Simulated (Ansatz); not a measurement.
# Work function and dipole per adsorbate against coverage for Cl on Al(100), PBE slabs

Chlorine draws electrons from aluminium, so a denser chlorine layer might be expected to raise the work function further. In our slabs a quarter layer raises it by about half an electronvolt, yet a full layer leaves it almost where it was. We ask how the work function and the dipole per Cl atom change with coverage, and what happens to the layer between these two cases. The matter bears on aluminium contacts, where the work function helps to set the barrier for electron injection, and on surfaces left with chlorine after etching. We calculate Cl in the fourfold hollows of Al(100) and give each work function as a change from that of the clean slab, positive when electrons become harder to remove.

## How the numbers were made

Ansatz 0.2.0, plane-wave Kohn-Sham DFT with its default PAW datasets at a cutoff of 420 eV, PBE. Slabs of 4 layers at the tabulated measured lattice constant with the lower two layers held; adsorbates on the upper face in cells of 1 to 9 surface atoms, started on the site named and relaxed with the upper layers until forces are under 0.02 eV/Å. k-spacing 0.18 Å⁻¹ (2π included), Fermi-Dirac smearing of 0.1 eV, 18 Å of vacuum, dipole correction. Spin-paired, no spin-orbit coupling.

Notes on method and selection:

- One starting site was run; real layers may sit elsewhere, sink into the surface or rebuild it.
- Changes under about 0.15 eV are within the error of slabs this thin.
- Runs in which an atom moved over 1.3 Å, mostly full layers of large atoms, are not listed; the work function can turn there.
- Neighbouring dipoles tend to depolarise each other as the coverage rises, unless heights or bonding change.
- Runs in which the search for lower states was switched off are not listed.
- Work functions and vacuum levels are read from the electrostatic potential (Hartree and local ionic parts), which a warning of a rough exchange-correlation potential in thin density does not concern.
- Runs that did not converge, have known faults or may not be shown are not listed, and runs on Ansatz's PAW sets soft_1 and soft_2 are kept to separate tables.

Columns:

- density (nm⁻²): adsorbates per area.
- height (Å): height of the adsorbed atom (the lowest atom of a molecule) over the highest substrate atom.
- coverage (ML): adsorbates per surface atom.
- ΔΦ (eV): work function of the covered face less that of the clean face.
- dipole (D): dipole per adsorbate from ΔΦ by the Helmholtz relation, positive end outwards.
- Φ covered (eV): work function of the covered face.

## Data

| member | density (nm⁻²) | height (Å) | coverage (ML) | ΔΦ (eV) | dipole (D) | Φ covered (eV) |
| --- | --- | --- | --- | --- | --- | --- |
| clean | 0.00 | – | 0.000 | 0.000 | – | 4.29 |
| 0.1111 ML | 1.35 | 1.86 | 0.111 | 0.234 | −0.458 | 4.53 |
| 0.25 ML | 3.05 | 1.88 | 0.250 | 0.505 | −0.440 | 4.80 |
| 0.5 ML | 6.10 | 1.95 | 0.500 | ? | ? | ? |
| 1 ML | 12.19 | 1.64 | 1.000 | 0.115 | −0.025 | 4.41 |

Cells marked ? are withheld until the estimate has been made.

## The trend and its physics

Up to a quarter layer the Cl atoms act almost independently. The rise in work function divided by the adsorbate density is 0.234 / 1.35 = 0.173 eV nm² at 0.1111 ML and 0.505 / 3.05 = 0.166 eV nm² at 0.25 ML. The dipole is negative, with the electron-rich end outwards, and this raises the barrier for electrons leaving the metal. Its size changes only from 0.458 to 0.440 D, a difference too small for these slabs to resolve.

The dipole is small for so electronegative an atom. One electron charge moved by 1 Å makes a dipole of 4.80 D, so a whole electron displaced by the tabulated height of 1.86 Å would give 4.80 × 1.86 = 8.9 D, about twenty times the value found. The metal's electrons screen the charge on Cl, and the effective screening plane lies well outside the top aluminium nuclei. The lever arm of the dipole is therefore much shorter than the height, and a modest change in height can alter the dipole strongly.

This offers a possible reason for the collapse at 1 ML, where the dipole is only 0.025 D and the Cl atoms sit 1.88 − 1.64 = 0.24 Å lower than at 0.25 ML. Mutual depolarisation acts in the same direction: the field of the neighbouring dipoles pushes electrons back towards the metal. Less charge transfer to each Cl atom, now that there is only one surface Al atom for each, would do so too.

The change of 0.115 eV at 1 ML is not distinguishable from zero. It lies within the error of slabs this thin, and the bare lower face of the same slab shifts by a similar amount. The full layer is also an imposed arrangement. Its Cl atoms are 1 / √12.19 = 0.286 nm apart, closer than chlorine atoms that are not bonded to each other usually come, and symmetry keeps them in the hollows. A real surface at this coverage may rebuild or take up chlorine below the top layer.

The program did not confirm the energy levels of the clean slab or of the full layer. An error in the clean slab would shift all the tabulated changes by the same amount, and one in the full layer would affect that row alone.

## Blind estimate

Plain estimates from the members shown:

- 0.5 ML, straight-line interpolation between 0.25 ML and 1 ML: w = (6.10 − 3.05) / (12.19 − 3.05) = 0.334, so 0.505 + 0.334 × (0.115 − 0.505) = 0.375 eV

The straight-line estimate of 0.375 eV assumes that the collapse sets in directly above 0.25 ML. With ΔΦ = −0.377 × density × dipole (eV, nm⁻², D), it implies a dipole of 0.375 / (0.377 × 6.10) = 0.163 D in size, well under half the value at 0.25 ML. The height column speaks against this: at 0.5 ML the Cl atoms sit at 1.95 Å, slightly further out than at 0.25 ML, and have not sunk as in the full layer.

We therefore keep the dipole of the quarter layer and scale with density: 0.505 × 6.10 / 3.05 = 1.01 eV. The same route from 0.1111 to 0.25 ML gives 0.234 × 3.05 / 1.35 = 0.529 eV, which is 0.024 eV too high. It fails for the full layer, where the height is quite different.

Two corrections oppose each other. If height alone caused the collapse, the dipole would change by (0.440 − 0.025) / 0.24 = 1.73 D/Å. The outward move of 0.07 Å would then add 0.12 D, or 0.377 × 6.10 × 0.12 = 0.28 eV. Depolarisation lowers the result, but the two dilute layers do not fix its size, so we apply no net shift. We treat 0.28 eV as about two standard deviations, which gives an error of roughly 0.15 eV.

**Committed estimate, 0.5 ML: ΔΦ = 1.01 ± 0.15 eV.**

## How the estimate fared

| member | density (nm⁻²) | height (Å) | coverage (ML) | ΔΦ (eV) | dipole (D) | Φ covered (eV) |
| --- | --- | --- | --- | --- | --- | --- |
| 0.5 ML | 6.10 | 1.95 | 0.500 | 0.844 | −0.367 | 5.14 |

| member | estimate | ΔΦ (eV) | computed | estimate − computed | miss in error bars |
| --- | --- | --- | --- | --- | --- |
| 0.5 ML | committed | 1.010 | 0.844 | +0.166 | 1.1 |
| 0.5 ML | interpolation | 0.375 | 0.844 | −0.469 |  |

The estimate of 1.01 eV is 0.166 eV above the computed 0.844 eV, just outside its error bar of 0.15 eV. It is still much nearer than the straight-line interpolation, which is 0.469 eV too low.

The argument that the half layer does not yet share in the collapse was right: ΔΦ is larger than at 0.25 ML, and the dipole keeps 0.367 / 0.440 = 0.83 of its size. The assumption of a constant dipole was too simple.

Taken alone, the height correction would have pointed the wrong way. It would have added 0.12 D for the outward move of 0.07 Å, whereas the dipole shrank by 0.440 − 0.367 = 0.073 D. Height alone therefore does not set the dipole. Depolarisation by the neighbours has the right sign for the loss, as has a smaller charge transfer to each Cl atom. The error bar, which we had taken from the height correction, had no sound basis either.

## Where the trend breaks

The full layer stands far apart. With the dipole of the quarter layer it would have ΔΦ = 0.505 × 12.19 / 3.05 = 2.02 eV, against the computed 0.115 eV.

Ordinary depolarisation explains only part of this gap. For layers of the same shape and fixed polarisability, the inverse dipole rises linearly with density to the power 3/2. This power is 3.05 × √3.05 = 5.33 at 0.25 ML, 6.10 × √6.10 = 15.07 at 0.5 ML and 12.19 × √12.19 = 42.56 at 1 ML. The line through 0.25 and 0.5 ML has a slope of (1 / 0.367 − 1 / 0.440) / (15.07 − 5.33) = 0.0464. At 1 ML it gives 1 / 0.367 + 0.0464 × (42.56 − 15.07) = 4.00, hence a dipole of 0.25 D in size and a ΔΦ of 0.377 × 12.19 × 0.25 = 1.15 eV. About 1 eV is left over.

A changed bonding in the compressed layer, whose Cl atoms lie 1.95 − 1.64 = 0.31 Å lower than at 0.5 ML, is a possible further reason. A lower position and a smaller charge transfer would both weaken the outward negative dipole, but our layers do not separate the two. A numerical share is possible, since the energy levels of the full layer, like those of the clean slab, were not confirmed. The shift of the bare lower face, roughly 0.1 eV, is too small to account for the gap.

## Comparison with experiment

| member | quantity | measured | computed | computed − measured | conditions | source |
| --- | --- | --- | --- | --- | --- | --- |
| clean | Φ covered (eV) | 4.32 | 4.29 | −0.03 | compiled values differ between sources by a tenth of an eV or more; compiled experimental value; Al(100) single-crystal face | [1] |

Sources:

[1] "Properties of real metallic surfaces: Effects of density functional semilocality and van der Waals nonlocality" (2017, arXiv:1702.08515)

Only the clean face has a measured value. The computed work function of 4.29 eV is 0.03 eV below the compiled 4.32 eV. Compiled values differ between sources by a tenth of an electronvolt or more, so the sign of this difference has no meaning. The slab thickness and the functional can each shift a work function by about as much as that spread, and such errors may partly cancel here.

The agreement makes an error of several tenths of an electronvolt in the clean reference less likely, despite the program's warning. It says nothing about the chlorine dipole, and the rise up to 0.5 ML and the fall at 1 ML are not compared with experiment here.

A measurement on covered faces would need an independent determination of the coverage. It would also average over islands, bare patches and any chlorine below the surface, whereas each of our cells holds one ordered layer.

## Conclusions and limits

Among the layers shown up to 0.5 ML, all with Cl in the fourfold hollows, chlorine raises the work function, with a gain per atom that falls from 0.173 to 0.844 / 6.10 = 0.138 eV nm². In practical units, 10¹⁴ Cl atoms per cm² (1 nm⁻²) add about 0.17 eV in the dilute layers.

Within this range a straight line between neighbouring members serves well. From 0.1111 and 0.5 ML it gives 0.234 + (3.05 − 1.35) / (6.10 − 1.35) × (0.844 − 0.234) = 0.452 eV at 0.25 ML, which is too low by 0.505 − 0.452 = 0.053 eV. For a new member there, also with Cl in the hollows, the slab error of about 0.15 eV is the more realistic uncertainty; it is a rule of thumb and does not cover a change of site. Between 0.5 and 1 ML we would trust no interpolation, because the dipole collapses somewhere in that range and no member shows where.

The main open question is where the Cl atoms really sit, and it concerns every coverage. Ahead of the estimate we mentioned only for the full layer that symmetry keeps the atoms in the hollows, but it does so in all our layers. They could move up or down during relaxation, but not sideways to another site. No other starting site was run, so the table cannot show whether the hollow is preferred at any coverage. Another site, chlorine below the surface or a rebuilt surface could change any of the rows, and the trend with them if the preferred arrangement depends on coverage. We can give neither the size nor the sign of such changes.

[On method and selection: Error sizes named in these notes are rules of thumb and were not measured on these runs. The default PAW datasets of this version of Ansatz are the set soft_2.]
